Sears resonance in a linear ²Π radical: linear spin-orbit vibronic coupling in GeCH

In a linear triatomic ²Π state with a heavy atom, the spin-orbit splitting |A| can approach one bending quantum ω. The upper spin-orbit component of bending level v then lies near the lower component of level v + 1, and a coupling linear in the bend mixes them. The effect is called a Sears resonance, after the analysis of NCS by Northrup and Sears (1990). At each "Predict", answer before reading on.

1. Premises and conventions

Energies are in cm⁻¹ and angular momenta in units of ħ. The z axis is the axis of the linear molecule.

(a) The ²Π state lies far from all other electronic states compared with ω and |A|. Its orbital components are |Λ = ±1⟩ = (πx ± iπy)/√2 with real πx, πy, taken as independent of the bend. Lz has eigenvalue Λ. The spin is S = ½ with projection Σ = ±½, and S± = Sx ± iSy.
(b) The bend is a two-dimensional harmonic oscillator in dimensionless coordinates, with potential ½ωρ², ρ² = qx² + qy², and q± = qx ± iqy. Its states |v, l⟩ have energy ω(v + 1) and l = v, v − 2, ..., −v.
(c) Stretching and overall rotation are left out.

The basis is |Λ, v, l, Σ⟩, with k = Λ + l, K = |k| and P = Λ + l + Σ. The zero-order Hamiltonian H0 has energies ω(v + 1) + AΛΣ. GeCH X ²Π is inverted, A < 0, so ²Π3/2 (ΛΣ = +½) lies below ²Π1/2.

2. Which linear term does symmetry allow?

Predict: a term linear in q and in S could leave Λ alone or change it by 2. Which survives time reversal?

S is odd under time reversal, so the orbital factor multiplying each of Sx, Sy, Sz must be odd as well. In the real basis πx, πy an odd Hermitian operator is a purely imaginary Hermitian 2 × 2 matrix, and the only such matrix is a multiple of Lz. The spin-dependent Hamiltonian is therefore Lz a(q)·S with a real vector a(q), and Λ is unchanged. At ρ = 0, a = (0, 0, A).

Invariance under rotation about z leaves two linear candidates, Lz(qxSx + qySy) and Lz(qxSy − qySx). Reflect in the xz plane: qy, Lz, Sx and Sz change sign, while qx and Sy do not (L and S are axial vectors). The first candidate is even, the second odd and hence forbidden. Since q+S− + q−S+ = 2(qxSx + qySy),

HS = d Lz (q+S− + q−S+), d real.

In a centrosymmetric molecule the bend is odd under inversion while Lz and S are even, so d = 0. GeCH has no centre.

One source of d is a distant ²Σ⁺ state, ΔE above, reached both by the bend and by the off-axis spin-orbit operator. With real λ and b, and q_Λ, S_Λ meaning q±, S± for Λ = ±1, the symmetry-allowed coupling is ⟨Σ⁺|V|Λ⟩ = G_Λ = λ q_Λ − Λ b S_Λ. Second-order perturbation theory gives ⟨Λ|H|Λ′⟩ = −G_Λ†G_Λ′/ΔE. For Λ′ = Λ the cross terms are +Λ(λb/ΔE)(q+S− + q−S+), a contribution λb/ΔE to d; the λ² and b² terms renormalise ω and A. For Λ = +1, Λ′ = −1 the product is (λq− − bS−)(λq− + bS−) = λ²q−², since S−² = 0 and the cross terms cancel, as time reversal demanded. What remains has the form of the Renner-Teller term,

HRT = ½εω (|+1⟩⟨−1| q−² + |−1⟩⟨+1| q+²),

which without spin gives the two potentials ½ω(1 ± ε)ρ². Below, A, ω, ε and d are the renormalised constants.

3. Matrix elements

With qx = (ax + ax†)/√2 and likewise for y, define a = (ax − i ay)/√2 and g = (ax + i ay)/√2. These are independent boson operators, and substitution gives

q+ = a† + g, q− = g† + a, v = na + ng, l = na − ng,

so na = (v + l)/2 and ng = (v − l)/2. Phases are fixed by |v, l⟩ ∝ (a†)^na (g†)^ng |0⟩ with a positive constant.

Predict: which states does q+ reach from |v, l⟩, and with what elements?

Both a† and g raise l by one; a† gives √(na + 1) and g gives √ng:

⟨v+1, l+1|q+|v, l⟩ = √((v + l + 2)/2), ⟨v−1, l+1|q+|v, l⟩ = √((v − l)/2).

The elements of q− follow from l → −l. With ⟨−½|S−|+½⟩ = 1,

⟨Λ, v+1, l+1, −½|HS|Λ, v, l, +½⟩ = Λ d √((v + l + 2)/2).

Here l rises by one and Σ falls by one, so P is conserved, while v and k, and therefore K, change by one. HRT moves Λ by ±2 and l by ∓2, so it conserves k, Σ and P. Hence P labels the exact levels, while K does so only for d = 0.

4. Finding the resonant pair

Predict: the step above costs ω − AΛ. For A < 0, which Λ can make it small?

The gap is [ω(v + 2) − AΛ/2] − [ω(v + 1) + AΛ/2] = ω − AΛ. For A < 0 it is ω − |A| when Λ = −1 and ω + |A| when Λ = +1. The resonant pair is

|1⟩ = |−1, v, l, +½⟩ (upper spin-orbit component), |2⟩ = |−1, v+1, l+1, −½⟩ (lower component),

with detuning δ = ω − |A| and coupling V = −d√((v + l + 2)/2). Its time-reversed copy, with Λ, l, Σ and P all reversed, has the same energies. For a regular state, A > 0, the formula for |V| applies to Λ = +1 instead.

The pair is closed: the only other HS partner of |1⟩ is (v − 1, l + 1) and that of |2⟩ is (v + 2, l), each ω + |A| away. Dropping them leaves a 2 × 2 matrix with diagonal 0 and δ and off-diagonal V. The secular equation E(E − δ) = V² gives E = δ/2 ± ½√(δ² + 4V²), so the separation is

Δ = √(δ² + 2d²(v + l + 2)).

Each level moves by (Δ − |δ|)/2, and the admixed weight is (Δ − |δ|)/(2Δ).

Predict: does the resonance always strengthen with v?

No, because l is signed relative to Λ. For the level with l parallel to Λ and K = v + 1, here l = −v, |V| = |d| for every v. For l antiparallel, l = +v, |V| = |d|√(v + 1).

5. The adiabatic limit as a test

At fixed geometry and ε = 0 the spin matrix Λ(A Sz + 2d(qxSx + qySy)) has eigenvalues ±½√(A² + 4d²ρ²). The lower surface is −|A|/2 + (½ω − d²/|A|)ρ² + ..., a pseudo-Jahn-Teller softening that lowers its bending quantum by about d²/|A|. Nothing in the surfaces singles out |A| = ω. Now take the second-order shift of the lower-component state |−1, v, l, −½⟩ from its two partners:

ΔE₂ = −d² [ (v − l + 2)/(2(|A| + ω)) + (v + l)/(2(|A| − ω)) ].

For ω ≪ |A| this tends to −d²(v + 1)/|A|, the adiabatic softening. The pole at |A| = ω is thus a non-adiabatic effect, which the 2 × 2 solution removes.

6. Renner mixing factors

Within one v, q−² acts through 2g†a. From |−1, v, k+1⟩ to |+1, v, k−1⟩, na = (v + k + 1)/2 and ng + 1 = (v − k + 1)/2, so the element of HRT is W = ½εω√((v + 1)² − k²). The two states share Σ and are |A| apart. Their eigenstates, lower μ and upper κ, lie at ω(v + 1) ∓ r, with

r = ½√(A² + 4W²), tan 2β = 2|W|/|A|.

For given P and v, the parity rule l ≡ v (mod 2) fixes Σ, so each v holds at most one such pair. With s the sign of ε, k = l − 1, and primes for the level (v + 1, k + 1):

κ = cos β |−1, v, l, +½⟩ + s sin β |+1, v, l−2, +½⟩
μ′ = cos β′ |−1, v+1, l+1, −½⟩ − s sin β′ |+1, v+1, l−1, −½⟩

Predict: HS joins the two Λ = −1 parts and the two Λ = +1 parts. Do the two paths add or cancel?

The Λ = −1 path gives −d cos β cos β′ √((v + l + 2)/2). The Λ = +1 path has element +d√((v + l)/2) and amplitude −s² sin β sin β′. The sign of Λ and the sign in μ′ combine so that the paths add:

V = −d [cos β cos β′ √((v + l + 2)/2) + sin β sin β′ √((v + l)/2)]
δ = ω − r − r′
Δ = √(δ² + 4V²)

For ε = 0 this returns section 4. For l = −v the state |1⟩ has no Renner partner, so β = 0, r = |A|/2 and V = −d cos β′. Energies depend on neither sign: reversing the phase of all Λ = +1 states flips ε alone, and the phase (−1)^v flips d alone.

7. Range of validity

(i) Two-level truncation. It needs |V| and |δ| small against ω + |A|. The dropped HS partners shift levels by about d²v/(ω + |A|), and by d²/(ω + |A|) at the lowest levels.
(ii) Δv = ±2 Renner terms, from a†² and g†², are dropped, with denominators 2ω ± |A|. This needs small |ε| and fails near |A| = 2ω. These shifts can rival the Sears shift when δ is not small.
(iii) Harmonic bend, isolated ²Π state. Anharmonicity, any dependence of A on ρ², terms in Λl and Fermi resonance with a stretch all alter δ.
(iv) No rotation. Spin uncoupling, −B(J+S− + J−S+), changes P and shifts levels by about (BJ)²/|A|.

8. Illustration: GeCH X ²Π

Take the approximate inputs A = −335 cm⁻¹, ω = 435 cm⁻¹ and |ε| = 0.10, so |ε|ω = 43.5 cm⁻¹. Take d = 20 cm⁻¹, an illustrative choice and not a molecular constant of GeCH.

Predict: which level perturbs the ²Π1/2 component of v = 0?

Put v = 0, l = 0, P = −½. The partner has v = 1, k = 0 and is the μ²Σ level. Without Renner mixing δ = 100 cm⁻¹, Δ = √(100² + 4·20²) = 107.7 cm⁻¹, and each level moves 3.9 cm⁻¹.

With Renner mixing, |W′| = 43.5 cm⁻¹, r′ = ½√(335² + 87²) = 173.1 cm⁻¹, β′ = 7.3° and cos β′ = 0.992. Then δ = 435 − 167.5 − 173.1 = 94.4 cm⁻¹, |V| = 19.8 cm⁻¹ and Δ = 102.4 cm⁻¹. Each level moves 4.0 cm⁻¹ and the admixture is 3.9 %. The adiabatic softening d²/|A| is only 1.2 cm⁻¹.

The dropped terms are not negligible beside 4 cm⁻¹. The Δv = 2 Renner element from v = 0, and from b = |−1, 1, 1, −½⟩, the main part of μ²Σ, is ½|ε|ω√2 = 30.8 cm⁻¹. It lowers ²Π1/2 by 1.8 cm⁻¹ (gap 2ω − |A| = 535 cm⁻¹) and lowers b by 0.8 cm⁻¹ (gap 2ω + |A| = 1205 cm⁻¹). The off-resonant HS partner lowers b by d²/770 = 0.5 cm⁻¹. These largely cancel in the detuning, which becomes 94.9 cm⁻¹, giving Δ = 102.9 cm⁻¹. Diagonalising H0 + HRT + HS in the P = −½ block with na, ng ≤ 3 gives 103 cm⁻¹, so the two-level formula holds here to about 1 cm⁻¹.

The ²Π3/2 ground level is itself lowered by 0.5 cm⁻¹ through HS and by 0.8 cm⁻¹ through HRT. The v = 0 spin-orbit interval thus falls below |A| by about 3.5 cm⁻¹ from HS and 1.0 cm⁻¹ from HRT: the interval and the constant A are different quantities. With B about 0.4 cm⁻¹, spin uncoupling adds only 0.05 cm⁻¹ at J ≈ 10.

One quantum higher, κ²Σ (v = 1, l = +1) meets μ²Π1/2 (v = 2) with bare element √2 d = 28.3 cm⁻¹. Here β = 7.3°, β′ = 10.1° and r′ = 178.4 cm⁻¹, so |V| = 28.1 cm⁻¹, δ = 83.5 cm⁻¹, Δ = 100.6 cm⁻¹ and the shift is 8.6 cm⁻¹. This v = 2 figure is the less secure, since the Ge–C stretch lies roughly near twice the bend and Fermi resonance is omitted.

All these numbers are the model's. The separations are set mostly by ω − r − r′ and inherit the uncertainty of the approximate ω, A and ε. The shifts of about 4 and 9 cm⁻¹ scale roughly as d²/δ and rest on the assumed d, so for the real radical they indicate an order of magnitude only.